# Renormalised Landau potential and misfit–temperature diagram of a single-domain ferroelectric film

## 1. Premises and conventions

1. The film is a perovskite with a cubic parent phase, grown (001) on a cubic substrate; $x_3$ is the normal, $x_1,x_2$ are cube axes. Composition is fixed.
2. Film thickness $h$ is far below the substrate thickness $H$ and the lateral size. The top surface is traction-free.
3. The state is a single domain with uniform polarisation $\mathbf P$.
4. The internal electric field is zero (ideal electrodes in short circuit).
5. Elasticity is linear and electrostriction is quadratic in $P$, with constant coefficients.

Voigt notation: $\sigma_1=\sigma_{11}$, $\sigma_4=\sigma_{23}$, $\sigma_5=\sigma_{13}$, $\sigma_6=\sigma_{12}$; $u_1=u_{11}$, $u_6=2u_{12}$, and so on. Tension is positive. Strains are counted from the stress-free cubic phase at the same temperature, lattice parameter $a_0(T)$, extrapolated below the transition. Energies are per unit volume.

The Helmholtz density obeys $dF=-S\,dT+\sigma_i\,du_i+E_k\,dP_k$. The elastic Gibbs function $G=F-\sum_{i=1}^6\sigma_iu_i$ obeys $dG=-S\,dT-u_i\,d\sigma_i+E_k\,dP_k$. Cubic symmetry gives

$$G=G_0(\mathbf P,T)-\tfrac12 s_{11}(\sigma_1^2+\sigma_2^2+\sigma_3^2)-s_{12}(\sigma_1\sigma_2+\sigma_2\sigma_3+\sigma_3\sigma_1)-\tfrac12 s_{44}(\sigma_4^2+\sigma_5^2+\sigma_6^2)-\sum_{i=1}^6\sigma_ie_i \tag{1}$$

$$G_0=a_1\sum_iP_i^2+a_{11}\sum_iP_i^4+a_{12}\sum_{i<j}P_i^2P_j^2+G_6,$$

$$G_6=a_{111}\sum_iP_i^6+a_{112}\sum_{i\ne j}P_i^4P_j^2+a_{123}P_1^2P_2^2P_3^2 .$$

The $a$'s are the coefficients at zero stress. The spontaneous strains are $e_1=Q_{11}P_1^2+Q_{12}(P_2^2+P_3^2)$ and cyclic, $e_6=Q_{44}P_1P_2$ and cyclic. This fixes the convention for $Q_{44}$: it refers to the engineering shear; tables that write $e_6=2Q_{44}P_1P_2$ list half the value. The compliances are at constant $P$. Elastic stability requires $s_\pm\equiv s_{11}\pm s_{12}>0$ and $s_{44}>0$.

In the free paraelectric crystal $E=\partial G/\partial P=2a_1P$, so $\chi=P/\varepsilon_0E=1/(2\varepsilon_0a_1)$. The Curie–Weiss law $\chi=C/(T-\theta)$ then means

$$a_1=\alpha_0(T-\theta),\qquad \alpha_0=\frac1{2\varepsilon_0C}. \tag{2}$$

All other coefficients are treated as independent of $T$ unless stated.

## 2. Mechanical boundary conditions

Far from the edges all fields depend on $x_3$ only.

- Equilibrium $\partial_j\sigma_{ij}=0$ reduces to $\partial_3\sigma_{i3}=0$. With the free surface, $\sigma_3=\sigma_4=\sigma_5=0$ throughout the film.
- Compatibility reduces to $\partial_3^2u_1=\partial_3^2u_2=\partial_3^2u_6=0$. The linear term is bending, suppressed by the thick substrate. The constant is set by continuity of displacement at the interface.

For a square substrate lattice of effective parameter $b^*$:

$$u_1=u_2=u=\frac{b^*-a_0}{a_0},\qquad u_6=0. \tag{3}$$

Dividing by $b^*$ instead changes $u$ at order $u^2$ only.

## 3. The Legendre transform

The conditions are mixed: three strains fixed, three stresses fixed. At fixed $T$ and zero field the second law gives $dF\le\sigma_i\,du_i$. The in-plane terms vanish as $du_1=du_2=du_6=0$. The others equal $d(\sigma_3u_3+\sigma_4u_4+\sigma_5u_5)$ at fixed $\sigma_{3,4,5}$. The quantity that is minimal in equilibrium is therefore

$$\tilde G=F-\sigma_3u_3-\sigma_4u_4-\sigma_5u_5=G+\sigma_1u_1+\sigma_2u_2+\sigma_6u_6. \tag{4}$$

Minimising $G$ itself at the film's stress would be wrong, because the in-plane stress changes with $\mathbf P$.

**Eliminate the stresses.** From $u_i=-\partial G/\partial\sigma_i$ with $\sigma_{3,4,5}=0$:

$$u_1-e_1=s_{11}\sigma_1+s_{12}\sigma_2,\quad u_2-e_2=s_{12}\sigma_1+s_{11}\sigma_2,\quad u_6-e_6=s_{44}\sigma_6 .$$

These are the stationarity conditions of (4) in $\sigma_{1,2,6}$; the point is a maximum in $\sigma$, as the quadratic form is negative. Sum and difference decouple:

$$\sigma_1\pm\sigma_2=\frac{(u_1-e_1)\pm(u_2-e_2)}{s_\pm},\qquad\sigma_6=\frac{u_6-e_6}{s_{44}}. \tag{5}$$

**Substitute.** With $w=u-e$ and $\mathsf s$ the in-plane compliance matrix, the stress-dependent part of (4) is $-\tfrac12\sigma^T\mathsf s\sigma+\sigma^Tw$, which at $\sigma=\mathsf s^{-1}w$ equals $\tfrac12\sigma^Tw$. Use $\sigma_1w_1+\sigma_2w_2=\tfrac12[(\sigma_1+\sigma_2)(w_1+w_2)+(\sigma_1-\sigma_2)(w_1-w_2)]$. With (3) and $Q_\pm=Q_{11}\pm Q_{12}$:

$$w_1+w_2=2u-Q_+(P_1^2+P_2^2)-2Q_{12}P_3^2,\quad w_1-w_2=-Q_-(P_1^2-P_2^2),\quad w_6=-Q_{44}P_1P_2,$$

$$\tilde G=G_0+\frac{[2u-Q_+(P_1^2+P_2^2)-2Q_{12}P_3^2]^2}{4s_+}+\frac{Q_-^2(P_1^2-P_2^2)^2}{4s_-}+\frac{Q_{44}^2P_1^2P_2^2}{2s_{44}}. \tag{6}$$

Clamping adds three squares, so $\tilde G\ge G_0$, with equality when the substrate matches the spontaneous strain.

**Expand the squares** and collect powers:

$$\tilde G=\frac{u^2}{s_+}+a_1^*(P_1^2+P_2^2)+a_3^*P_3^2+a_{11}^*(P_1^4+P_2^4)+a_{33}^*P_3^4+a_{12}^*P_1^2P_2^2+a_{13}^*(P_1^2+P_2^2)P_3^2+G_6 \tag{7}$$

$$a_1^*=a_1-\frac{(Q_{11}+Q_{12})u}{s_{11}+s_{12}},\qquad a_3^*=a_1-\frac{2Q_{12}u}{s_{11}+s_{12}},$$

$$a_{33}^*=a_{11}+\frac{Q_{12}^2}{s_+},\qquad a_{13}^*=a_{12}+\frac{Q_{12}Q_+}{s_+},$$

$$a_{11}^*=a_{11}+\frac{Q_+^2}{4s_+}+\frac{Q_-^2}{4s_-},\qquad a_{12}^*=a_{12}+\frac{Q_+^2}{2s_+}-\frac{Q_-^2}{2s_-}+\frac{Q_{44}^2}{2s_{44}}. \tag{8}$$

Over a common denominator, $a_{11}^*-a_{11}=[(Q_{11}^2+Q_{12}^2)s_{11}-2Q_{11}Q_{12}s_{12}]/[2(s_{11}^2-s_{12}^2)]$. This is the potential of Pertsev, Zembilgotov and Tagantsev (1998).

Remarks.

- The cross terms, linear in $u$, shift the quadratic coefficients. The quartic shifts do not depend on $u$: they are present at zero misfit too.
- $G_6$ is unchanged, since $e\propto P^2$ generates terms up to $P^4$ only.
- The symmetry drops from cubic to tetragonal.

The out-of-plane strain follows from (1): $u_3=s_{12}(\sigma_1+\sigma_2)+e_3$.

## 4. Instabilities of the paraelectric phase

The state $\mathbf P=0$ is locally stable while $a_1^*>0$ and $a_3^*>0$. With (2), $a_{1,3}^*=\alpha_0(T-T_{1,3})$, where

$$T_3=\theta+K_3u,\quad K_3=\frac{4\varepsilon_0CQ_{12}}{s_{11}+s_{12}};\qquad T_1=\theta+K_1u,\quad K_1=\frac{2\varepsilon_0C(Q_{11}+Q_{12})}{s_{11}+s_{12}}. \tag{9}$$

Take $Q_{12}<0<Q_+$, typical of perovskite titanates. Then $K_3<0<K_1$. Compression ($u<0$) raises $T_3$ and favours out-of-plane polarisation; tension raises $T_1$ and favours in-plane polarisation. The higher of the two is never below $\theta$. Above it $\chi_{33}=C/(T-T_3)$ and $\chi_{11}=C/(T-T_1)$.

**Order of the transition to the c phase** $(0,0,P_3)$. Put $z=P_3^2$; the polar part of (7) is $f=a_3^*z+a_{33}^*z^2+a_{111}z^3$ with $a_{111}>0$. The condition $\partial f/\partial z=0$ has the minimum

$$z=\frac{-a_{33}^*+\sqrt{a_{33}^{*2}-3a_{111}a_3^*}}{3a_{111}}. \tag{10}$$

- $a_{33}^*>0$: $z\to0$ as $a_3^*\to0^-$. Second order, at $T_3(u)$.
- $a_{33}^*<0$: $f=0$ and $\partial f/\partial z=0$ hold together at $z=-a_{33}^*/2a_{111}$, $a_3^*=a_{33}^{*2}/4a_{111}$. First order, at $T_3(u)+a_{33}^{*2}/(4a_{111}\alpha_0)$: a straight line of the same slope $K_3$.

The bulk transition is first order for $a_{11}<0$. It becomes second order in the film if

$$-\frac{Q_{12}^2}{s_{11}+s_{12}}<a_{11}<0. \tag{11}$$

If $a_{11}$ lies lower, the jump of $z$ shrinks by the factor $a_{33}^*/a_{11}$. The reason is visible in (6): at fixed $u$ a jump of $P_3$ costs the elastic energy $Q_{12}^2z^2/s_+$.

**Check of the slope.** From (4), $d\tilde G=-S\,dT+(\sigma_1+\sigma_2)\,du$. Equal $\tilde G$ along a first-order line gives $dT/du=\Delta(\sigma_1+\sigma_2)/\Delta S$. Here $\Delta(\sigma_1+\sigma_2)=-2Q_{12}z/s_+$ by (5) and $\Delta S=-\alpha_0z$, so $dT/du=2Q_{12}/(\alpha_0s_+)=K_3$.

## 5. The diagram at quartic order

Drop $G_6$; valid near $(u,T)=(0,\theta)$ if the quartic form is positive.

**In-plane direction.** With $x=P_1^2+P_2^2$, the in-plane quartic terms are $a_{11}^*x^2+(a_{12}^*-2a_{11}^*)P_1^2P_2^2$. For $a_{12}^*<2a_{11}^*$ the minimum at given $x$ has $P_1^2=P_2^2$, value $Ax^2$ with $A=(2a_{11}^*+a_{12}^*)/4$. Otherwise the in-plane part lies along $[100]$ and $A=a_{11}^*$. Take the first case. Then

$$f=a_1^*x+a_3^*z+Ax^2+a_{13}^*xz+a_{33}^*z^2,\qquad x,z\ge0 .$$

**Case $D\equiv4Aa_{33}^*-a_{13}^{*2}>0$** with $A>0$. $f$ is strictly convex in $(x,z)$, so its minimum on the quadrant is unique and moves continuously. Four phases result.

| phase | $\mathbf P$ | solution | condition |
|---|---|---|---|
| p | $0$ | $x=z=0$ | $a_1^*,a_3^*\ge0$ |
| c | $(0,0,P_3)$ | $z=-a_3^*/2a_{33}^*$ | $a_3^*<0$, $a_1^*+a_{13}^*z\ge0$ |
| aa | $(P_1,P_1,0)$ | $x=-a_1^*/2A$ | $a_1^*<0$, $a_3^*+a_{13}^*x\ge0$ |
| r | $(P_1,P_1,P_3)$ | $x=\dfrac{a_{13}^*a_3^*-2a_{33}^*a_1^*}{D}$, $z=\dfrac{a_{13}^*a_1^*-2Aa_3^*}{D}$ | $x,z>0$ |

The r phase is monoclinic. Its boundaries are $x=0$ and $z=0$. With $\lambda=a_{13}^*/2a_{33}^*$ and $\mu=a_{13}^*/2A$ they read $a_1^*=\lambda a_3^*$ and $a_3^*=\mu a_1^*$, or

$$T_{c/r}=\theta+\frac{K_1-\lambda K_3}{1-\lambda}\,u,\qquad T_{aa/r}=\theta+\frac{K_3-\mu K_1}{1-\mu}\,u. \tag{12}$$

For $0\le\lambda,\mu<1$ the c/r line descends on the compressive side and the aa/r line on the tensile side. Four straight second-order lines meet at $(0,\theta)$: p above, c left, aa right, r in the wedge below.

**Case $a_{13}^*>2\sqrt{Aa_{33}^*}$.** The interior stationary point is a saddle. Phases c and aa meet on a first-order line where $a_3^{*2}/4a_{33}^*=a_1^{*2}/4A$, again straight.

**With $G_6$.** The p/c and p/aa lines stay straight. The lower lines bend. The coefficient of $x$ in (7) about the c state must vanish:

$$a_1^*+a_{13}^*z+a_{112}z^2=0,\quad z\text{ from (10)}. \tag{13}$$

The coefficient of $P_1^2P_2^2$ at fixed $x$ becomes $a_{12}^*-2a_{11}^*+(a_{123}-2a_{112})z$. If it is negative the new phase is r, if positive it is $(P_1,0,P_3)$. In the c phase $\chi_{11}=1/[2\varepsilon_0(a_1^*+a_{13}^*z+a_{112}z^2)]$.

**Convexity in $u$.** In the c phase at quartic order $\tilde G_{\min}=u^2/s_+-a_3^{*2}/4a_{33}^*$, so

$$\frac{\partial^2\tilde G_{\min}}{\partial u^2}=\frac2{s_+}\Big(1-\frac{Q_{12}^2}{s_+a_{33}^*}\Big)=\frac2{s_+}\,\frac{a_{11}}{a_{33}^*}. \tag{14}$$

Under condition (11) this is negative just below the second-order line. The single-domain energy then lies above its convex hull in $u$. A mixture with the same mean strain would reach the hull only if it cost no coherency or wall energy. Layers stacked along $x_3$ all share the same $u$ and gain nothing; lateral mixtures pay for compatibility. The second-order character is thus a product of the coherent, homogeneous constraint.

## 6. Partial relaxation

Let the substrate parameter $b$ exceed $a_0$. Edge dislocations of linear density $\rho$ in each in-plane direction each add one film plane. A length $L$ holds $L/b+\rho L$ film cells, so $b^*=b/(1+\rho b)$. Assume that dislocations form at the growth temperature $T_g$ and are frozen on cooling; their number is fixed, so $\rho b$ is constant. With $u_0=b/a_0-1$ at $T_g$:

$$1+u_g=\frac{1+u_0}{1+\rho b},\qquad \eta\equiv1-\frac{u_g}{u_0},\qquad u(T)\simeq u_g+\Delta\alpha\,(T-T_g), \tag{15}$$

where $\Delta\alpha=\alpha_s-\alpha_f$ is the difference of the linear expansion coefficients and $|u|\ll1$. A given film follows an inclined line across the diagram. It crosses a boundary $T=\theta+Ku$ at

$$T=\frac{\theta+K(u_g-\Delta\alpha T_g)}{1-K\Delta\alpha}. \tag{16}$$

The path meets the four-phase point for $u_g^*=\Delta\alpha(T_g-\theta)$. For $u_g<u_g^*$ cooling gives c first, for $u_g>u_g^*$ it gives aa.

## 7. Range of validity

**Rigid substrate.** The film force $\sigma h$ per unit width acts at the face of a free plate. The stress there is $\sigma h/H$ from stretching plus $(\sigma h\,H/2)(H/2)/(H^3/12)$ from bending, in total $4\sigma h/H$. The relative loss of misfit is $4M_fh/(M_sH)$, with biaxial moduli $M_f=1/s_+$ and $M_s=C_{11}+C_{12}-2C_{12}^2/C_{11}$.

**Zero field.** Let a capacitance $c_i$ per area lie in series with the film, background permittivity $\varepsilon_b$. From $D_3=\varepsilon_0\varepsilon_bE_3+P_3$ and $E_3h+D_3/c_i=0$ follows $E_3=-P_3/(c_ih+\varepsilon_0\varepsilon_b)$. This field derives from an added energy $P_3^2/[2(c_ih+\varepsilon_0\varepsilon_b)]$, so

$$\delta T_3=-\frac{\varepsilon_0C}{c_ih+\varepsilon_0\varepsilon_b}. \tag{17}$$

Without screening ($c_i\to0$) it is $-C/\varepsilon_b$. The c and r fields then are not single-domain; 180° domains form, or $P_3$ stays zero.

**Single domain.** Ferroelastic twins (c/a, $a_1/a_2$) are excluded. They can lower the energy in thick films, mainly near $u=0$ and under tension.

**Uniform strain.** The field of a dislocation array of period $1/\rho$ decays over about $1/(2\pi\rho)$; this must be far below $h$. Threading dislocations and vacancies are ignored.

**Small strain and truncation.** Premise 5 needs $|u|$ of order $10^{-2}$ or less. Octahedral tilts, gradient terms, critical fluctuations and low-temperature saturation of (2) are left out.

## 8. Illustration: Ba$_{0.7}$Sr$_{0.3}$TiO$_3$ on MgO(001)

This is a high-permittivity capacitor oxide. A thin conducting buffer and a top electrode are assumed, the buffer being counted into $b^*$.

Assumed inputs, all typical or interpolated between BaTiO$_3$ and SrTiO$_3$:

| input | value |
|---|---|
| $\theta$, $C$, $\varepsilon_b$ | 307 K, $1.3\times10^5$ K, 7 |
| $s_{11},s_{12},s_{44}$ | $7.0,\,-2.2,\,8.9\times10^{-12}$ Pa$^{-1}$ |
| $Q_{11},Q_{12},Q_{44}$ | $0.095,\,-0.031,\,0.047$ m$^4$C$^{-2}$ |
| $a_{11},a_{12}$ | $2.6,\,7.2\times10^8$ J m$^5$C$^{-4}$ |
| $a_{111},a_{112}$ | $4.6,\,2.0\times10^9$ J m$^9$C$^{-6}$ |
| $a_0$, $b$ at 300 K | 0.3976 nm, 0.4212 nm |
| $\alpha_f,\alpha_s$ (means, 300 K to $T_g$) | $10.5,\,13.5\times10^{-6}$ K$^{-1}$ |
| $T_g$, $h$, $H$ | 1050 K, 200 nm, 0.5 mm |

$Q_{12}$ and $s_+$ were chosen within their spread to give a slope near the 25–30 K per $10^{-3}$ typical of barium titanate films; the slope is therefore no prediction.

**Coefficients.** $\alpha_0=4.34\times10^5$ J m C$^{-2}$K$^{-1}$, $s_+=4.8$ and $s_-=9.2\times10^{-12}$ Pa$^{-1}$. In $10^8$ J m$^5$C$^{-4}$:

| | $a_{11}^*$ | $a_{12}^*$ | $a_{13}^*$ | $a_{33}^*$ |
|---|---|---|---|---|
| shift | 6.45 | −3.12 | −4.13 | 2.00 |
| value | 9.05 | 4.08 | 3.07 | 4.60 |

Then $a_{12}^*-2a_{11}^*=-14.0$, $A=5.54$ and $2\sqrt{Aa_{33}^*}=10.1>a_{13}^*$: phases p, c, aa, r. With $\lambda=0.333$, $\mu=0.277$ the slopes in K per $10^{-3}$ of strain are −29.7 (p/c), +30.7 (p/aa), +60.9 (c/r), −52.8 (aa/r).

**Order.** The assumed $a_{11}$ is positive and poorly known; by (11) the p/c line stays second order for any $a_{11}>-2.00\times10^8$. For the end member BaTiO$_3$, typical values are $a_{11}\approx-2.3\times10^8$ near $\theta$, $s_+\approx5.6\times10^{-12}$ Pa$^{-1}$, and $Q_{12}$ from −0.043 to −0.034 m$^4$C$^{-2}$. The shift is 3.30 or 2.06, so $a_{33}^*=+1.0$ or $-0.2$ (in $10^8$): second order or nearly tricritical.

**Misfit.** $u_0=6.17\,\%$ at $T_g$, outside premise 5; only the relaxed film is described. $\Delta\alpha=3.0\times10^{-6}$ K$^{-1}$ gives $u_g^*=2.2\times10^{-3}$, $\eta=96.4\,\%$. For three assumed residual strains, (16) gives:

| $u_g$ ($10^{-3}$) | $\eta$ (%) | first polar phase | $T$ (K) | $u(T)$ ($10^{-3}$) |
|---|---|---|---|---|
| 0 | 100 | c | 368 | −2.05 |
| 1.0 | 98.4 | c | 341 | −1.13 |
| 4.0 | 93.5 | aa | 367 | +1.95 |

A nominally tensile substrate leaves the well-relaxed film in compression, as MgO contracts more on cooling. One point of $\eta$ moves the p/c crossing by 17 K.

**Film with $u_g=1.0\times10^{-3}$ at 300 K.** $u=-1.25\times10^{-3}$, $T_3=344$ K, $a_3^*=-1.92\times10^7$ and $a_1^*=+1.36\times10^7$ J m C$^{-2}$. Equation (10) gives $P_3=0.129$ C/m$^2$ (0.144 without $a_{111}$). The left side of (13) is $+1.93\times10^7$, so c is stable, with $\chi_{11}=2.9\times10^3$. From (5), $\sigma_1=(u-Q_{12}z)/s_+=-0.15$ GPa, and $c/a-1=(1+u_3)/(1+u)-1=3.5\times10^{-3}$.

On further cooling (13) is met at 230 K; the quartic line (12) gives 215 K. The product is r if $a_{123}<4.2\times10^{10}$ J m$^9$C$^{-6}$; typical values reach a few $10^{10}$, so the margin is thin.

**Sizes of neglected effects**, against the 34 K shift of this film's transition above $\theta$.

- Substrate compliance: with the compiled measured $C_{11}=306$ GPa and $C_{12}=95$ GPa of MgO (Råsander 2015), $M_s=342$ GPa; $M_f=208$ GPa; loss of misfit $9.7\times10^{-4}$. Negligible.
- Dislocations: spacing 7.0 nm, decay length 1.1 nm, far below $h$.
- Screening: none gives $\delta T_3=-1.9\times10^4$ K. A layer of MgO only $d=1$ nm thick in series, with the compiled static permittivity 9.8 (Hong 2013), gives $-C/(9.8h/d+\varepsilon_b)=-66$ K, more than the strain effect.
- Expansion: $\Delta\alpha$ is a mean. If $u$ stayed at $-1.25\times10^{-3}$ near and below 300 K, the crossings would be 344 K and 241 K in place of 341 K and 230 K.
- A typical slope $da_{11}/dT\approx2.5\times10^6$ J m$^5$C$^{-4}$K$^{-1}$ changes $a_{33}^*$ by 33 % over 60 K. It affects $P_3$ and the c/r line, not the paraelectric lines.

All numbers are the model's. The lower crossing is uncertain by tens of kelvin. Real films on MgO typically show broadened transitions and in-plane permittivities from several hundred to about 2000, so the model's $\chi_{11}$ is too high by a factor of roughly 1.5 to several, as expected when defects and inhomogeneous strain are left out.